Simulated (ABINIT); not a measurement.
# Phonon-mesh convergence of the zero-point gap shift of YHSe (space group 187) in LDA, with and without the analytic polar term

I have to decide which phonon mesh to use for the zero-point correction to the gap of YHSe, and whether to include the analytic long-wave term. The correction is about a tenth of an electronvolt, enough to matter when a calculated gap is set against an absorption edge or used to choose a material for a given wavelength. The quantity is the change of the fundamental gap caused by zero-point motion at fixed cell, measured from the static-lattice LDA gap; a negative sign means a smaller gap. I judge convergence by how far the shift still moves between meshes and by how closely the lines with and without the term approach each other, since both must reach the same limit.

## How the numbers were made

YHSe (space group 187), space group 187, 3 atoms in the cell (primitive vectors 3.764, 3.764, 3.815 angstrom). ABINIT 10.8.3, plane waves, PseudoDojo norm-conserving potentials, LDA, cutoff 43 hartree, no spin-orbit coupling, no spin polarisation. Phonons and first-order potentials by linear response on a 3x3x3 mesh, interpolated to the mesh of each row; 24 bands with a Sternheimer term for the rest; broadening 0.01 eV; temperature 0 K. The band edges are the highest and lowest levels on the mesh of the row. Left out: runs with another broadening, band count or dipole treatment, and any run in which the long-wave term had no effect.

Notes on method and selection:

- Non-adiabatic Allen-Heine-Cardona theory (Fan-Migdal plus Debye-Waller) at fixed cell: thermal and zero-point expansion are not included.
- On the mass shell the self-energy is taken at the Kohn-Sham level; the linearised value multiplies it by the quasiparticle weight Z of each edge.
- The two lines must meet as the mesh grows.
- The analytic term is meant to remove the leading 1/N error, but on the meshes shared by both lines its line changes more from mesh to mesh than the line without it; two-point 1/N extrapolations from these few meshes are uncertain, since the band edges and the sampling change with the mesh.
- Times are from a shared machine (Arm Neoverse V1); the phonon run before them took 17191 core-seconds.
- Crystals whose shift passes a third of the gap, or whose quasiparticle weight at an edge is small on the finest mesh, are left out.
- Runs that did not converge, have known faults or may not be shown are not listed, and runs on Ansatz's PAW sets soft_1 and soft_2 are kept to separate tables.

Columns:

- mesh divisions: divisions of the mesh of the sum along the first reciprocal vector.
- Z valence: quasiparticle weight of the valence edge.
- Z conduction: quasiparticle weight of the conduction edge.
- gap on mesh (eV): Kohn-Sham gap between the edges on this mesh.
- zero-point shift (meV): zero-point shift of the fundamental gap on the mass shell, from the static-lattice gap; negative means a smaller gap.
- linearised shift (meV): the same from the linearised quasiparticle equation.
- cost (core-seconds): processor time of the self-energy run alone, phonons not counted.

## Numbers

| member | mesh divisions | Z valence | Z conduction | gap on mesh (eV) | zero-point shift (meV), with | zero-point shift (meV), without | linearised shift (meV), with | linearised shift (meV), without | cost (core-seconds), with | cost (core-seconds), without |
| --- | --- | --- | --- | --- | --- | --- | --- | --- | --- | --- |
| 3x3x3 | 3 | 0.72 | 0.96 | 1.601 | −229 | −113 | −188 | −91 | 33 | 28 |
| 6x6x6 | 6 | 0.94 | 0.96 | 1.308 | −146 | ? | −138 | ? | 87 | 85 |
| 9x9x9 | 9 | 0.89 | 0.96 | 1.342 | −133 | −97 | −122 | −88 | 230 | 220 |
| 12x12x12 | 12 | 0.92 | 0.96 | 1.308 | −123 | −96 | −116 | −90 | 350 | 340 |
| 18x18x18 | 18 | 0.91 | 0.94 | 1.308 | – | −99 | – | −92 | – | 1000 |

Cells marked ? are withheld until the estimate has been made.

Least-squares fits to the members shown, with x = mesh divisions; R² and errors in the fitted variable (y, or ln y where the fit is in ln y):

| y | long-wave term | members | fit | R² | rms residual | leave-one-out rms | the same for the mean of the others |
| --- | --- | --- | --- | --- | --- | --- | --- |
| zero-point shift (meV) | with | 4 | y = −83.23 − 429.2 / x | 0.99 | 5.1 | 20 | 56 |
| zero-point shift (meV) | without | 4 | y = −92.57 − 59.52 / x | 0.91 | 2.1 | 13 | 9.2 (fit no better) |
| linearised shift (meV) | with | 4 | y = −90.36 − 291.7 / x | 1.00 | 0.93 | 3.2 | 38 |
| linearised shift (meV) | without | 4 | y = −90.02 − 1.578 / x | 0.01 | 1.5 | 9.8 | 2.0 (fit no better) |

## Interpretation

With the analytic term the shift shrinks steadily in size, from −229 meV on the 3x3x3 mesh to −123 meV on 12x12x12. Without it the same two meshes give −113 and −96 meV, and 18x18x18 gives −99 meV. The term therefore makes the coarse-mesh results less steady, although it is meant to do the opposite.

The separation of the two lines has a simple form. In a polar crystal the squared coupling to long-wave optical phonons grows as 1/q², and its integral over the small cell around q = 0 is proportional to the width of that cell, hence to 1/N for N mesh divisions. Separation times N is 116 × 3 = 348, 36 × 9 = 324 and 27 × 12 = 324 meV, nearly constant. A possible reason for the overshoot is that such a term neglects the electron's recoil energy, which enlarges the energy denominators and so reduces the contribution away from q = 0. On a coarse mesh the correction would then be too large and the gap closed too far, which is the sign seen.

The meshes also differ in their valence edge. Only even divisions reach its place on the zone boundary, where the gap is 1.308 eV; the 9x9x9 mesh gives 1.342 eV and 3x3x3 gives 1.601 eV. The coarsest mesh also has a valence quasiparticle weight of only 0.72, so I give its shift little weight.

For production I would take 18x18x18 without the term. Its 1000 core-seconds are 1000 / 17191 = 0.06 of the phonon run, so a coarser mesh saves little. The step from 12x12x12 changes the shift by 3 meV, but the lines are still 27 meV apart at 12x12x12, so that small step overstates the convergence. Linearising changes the finest result by 7 meV, to −92 meV.

## Prediction

Plain estimates from the members shown:

- 6x6x6 (without), fit at x = 6: −102 meV
- 6x6x6 (without), straight-line interpolation between 3x3x3 and 9x9x9: w = (6 − 3) / (9 − 3) = 0.500, so −113 + 0.500 × (−97 − (−113)) = −105 meV
- 6x6x6 (without), from its own with value plus the mean shift without − with over the other 3 members (+60, standard deviation 40): −146 + 60 = −86 meV

For the 6x6x6 mesh without the analytic term I start from its partner with the term, −146 meV, which has the same band edges and the same sampling. The fit and the straight-line interpolation, −102 and −105 meV, lean on the 3x3x3 mesh with its different valence state. The mean-shift estimate, −86 meV, uses one constant for a separation that falls from 116 to 27 meV.

I use the 1/N form of the separation instead. The mean product is (348 + 324 + 324) / 3 = 332 meV, so the separation at six divisions is 332 / 6 = 55 meV, and the estimate is −146 + 55 = −91 meV. The long-wave coupling depends on the charge of the carrier and hardly on which valence state holds it, so I make no separate correction for even and odd meshes.

Tried on 9x9x9 with the mean product of the other two meshes, (348 + 324) / 2 = 336 meV, the route gives −133 + 336 / 9 = −96 meV, against −97 meV in the table. On 12x12x12 it gives −123 + 336 / 12 = −95 meV, against −96 meV. On 3x3x3 it misses by 8 meV, but there it has to reach outside the range of the other two.

The standard deviation of the three products is 14 meV, which gives 14 / 6 = 2.3 meV at six divisions. With the rounding of the tabulated shifts I take 3 meV as one standard deviation.

**Committed estimate, 6x6x6 (without): zero-point shift = −91 ± 3 meV.**

## Result

| member | long-wave term | mesh divisions | Z valence | Z conduction | gap on mesh (eV) | zero-point shift (meV) | linearised shift (meV) | cost (core-seconds) |
| --- | --- | --- | --- | --- | --- | --- | --- | --- |
| 6x6x6 | without | 6 | 0.94 | 0.96 | 1.308 | −89 | −85 | 85 |

| member | estimate | zero-point shift (meV) | computed | estimate − computed | miss in error bars |
| --- | --- | --- | --- | --- | --- |
| 6x6x6 (without) | committed | −91 | −89 | −2 | 0.7 |
| 6x6x6 (without) | fit | −102 | −89 | −13 |  |
| 6x6x6 (without) | interpolation | −105 | −89 | −16 |  |
| 6x6x6 (without) | shift from with | −86 | −89 | +3 |  |

The computed shift is −89 meV against my −91 ± 3 meV, so the estimate was inside its error bar. It was closer than the fit (−102 meV) and the interpolation (−105 meV), but only 1 meV closer than the mean-shift estimate of −86 meV.

The 1/N form of the separation held. The two lines are 57 meV apart at six divisions, and 57 × 6 = 342 meV lies between the products found on the other meshes. Leaving out a correction for even and odd meshes was also justified at this accuracy. This confirms how the added term scales with the mesh, but it does not test my suggestion that neglected recoil makes the term too large.

The new row also shows a direction that the 3x3x3 mesh had hidden. On the even meshes, which share one valence edge, the shift without the term grows in size from −89 to −96 to −99 meV, as expected when part of the long-wave coupling is missing. With the term it falls in size from −146 to −123 meV. The two lines therefore approach each other from opposite sides.

## Residuals

Least-squares fits to the whole series, with x = mesh divisions; R² and errors in the fitted variable (y, or ln y where the fit is in ln y):

| y | long-wave term | members | fit | R² | rms residual | leave-one-out rms | the same for the mean of the others |
| --- | --- | --- | --- | --- | --- | --- | --- |
| zero-point shift (meV) | with | 4 | y = −83.23 − 429.2 / x | 0.99 | 5.1 | 20 | 56 |
| zero-point shift (meV) | without | 5 | y = −90.56 − 54.91 / x | 0.48 | 5.7 | 18 | 9.8 (fit no better) |
| linearised shift (meV) | with | 4 | y = −90.36 − 291.7 / x | 1.00 | 0.93 | 3.2 | 38 |
| linearised shift (meV) | without | 5 | y = −89.23 + 0.2278 / x | 0.00 | 2.5 | 8.1 | 3.1 (fit no better) |

Largest departures from the fit to the whole series:

| member | long-wave term | zero-point shift (meV) | fit | computed − fit | in rms residuals |
| --- | --- | --- | --- | --- | --- |
| 6x6x6 | with | −146 | −155 | +9 | 1.7 |
| 12x12x12 | with | −123 | −119 | −4 | 0.8 |
| 3x3x3 | with | −229 | −226 | −3 | 0.5 |
| 9x9x9 | with | −133 | −131 | −2 | 0.4 |

The table of departures covers only the line with the term, so I work out the main ones without it here. The 6x6x6 mesh lies farthest from the fit on both lines. With the term it is 9 meV above the fit, or 1.7 rms residuals. Without it the fit gives −90.56 − 54.91 / 6 = −99.7 meV, so the computed −89 meV is 99.7 − 89 = 10.7 meV above, or 10.7 / 5.7 = 1.9 rms residuals. Next on that line comes 18x18x18: the fit gives −90.56 − 54.91 / 18 = −93.6 meV, and the computed −99 meV is 99 − 93.6 = 5.4 meV below. The fitted shift shrinks in size as the mesh is refined, while the computed shifts on the even meshes grow.

I put the fault with the 3x3x3 mesh, not with 6x6x6. The coarsest mesh has a different valence state, with a quasiparticle weight of 0.72, and its strongly negative shift pulls the fitted curve down at six divisions. That gives the sign seen on both lines. Without the term the conduction edge contributes nearly the same amount on every mesh, so the excess at 3x3x3 comes from the valence edge. A low weight means a self-energy that varies fast with energy, as happens when a few sampled states lie close to the edge in energy.

The linearised shifts support this reading for the line with the term. There the low weight scales down the 3x3x3 value, and the 6x6x6 result of −138 meV falls within about 1 meV of its fit, −90.36 − 291.7 / 6 = −139 meV.

## Cost against accuracy

The analytic term adds no cost that matters: 350 against 340 core-seconds on the 12x12x12 mesh. Refining the mesh without the term from 12x12x12 to 18x18x18 raises the self-energy run from 340 to 1000 core-seconds and moves the shift by 3 meV. Phonon and self-energy runs together take 17191 + 340 = 17531 and 17191 + 1000 = 18191 core-seconds, a rise of 4 %. That is not the full cost of refining: each self-energy run needs wavefunctions computed beforehand on its own mesh, and the tables do not give the time for these. A finer mesh has more k points, so this part grows too. When I wrote under Interpretation that a coarser mesh saves little, I had counted the self-energy run alone, and the times given here do not settle the question. I still prefer 18x18x18 for its sampling, but anyone short of computer time should first time the wavefunction run and weigh it against a change of 3 meV. Every row interpolates from the same 3x3x3 linear-response mesh, so the series does not show the error of that interpolation, and refining that mesh would raise the largest of the times given here.

## Rules of thumb and their limits

For this crystal I would compare even meshes only, since they keep the valence edge at the same point. On these meshes the two lines close in from opposite sides, so if both keep their direction the converged shift lies between the finest result with the term, −123 meV, and the finest without it, −99 meV. I use −99 meV as the working value because it comes from the finer mesh and its line moves less, but it is a result for that mesh and not a limit, and if its line keeps its direction it understates the size of the converged shift.

Between 3 and 12 divisions, either line can be estimated from the other to within a few meV by taking the separation as the mean product, (348 + 342 + 324 + 324) / 4 = 334.5 meV, divided by N.

The 18x18x18 result, 99 / 1000 = 0.099 eV in size, lowers the LDA gap from 1.308 to 1.308 − 0.099 = 1.209 eV. LDA usually makes gaps too small, often by much more than this shift, so for comparison with an absorption edge the electronic gap needs improving before the phonon mesh does. The gap is also indirect, from a valence edge on the zone boundary to a conduction edge at the zone centre, so it belongs with the weak phonon-assisted onset of absorption and not with the strong direct edge.
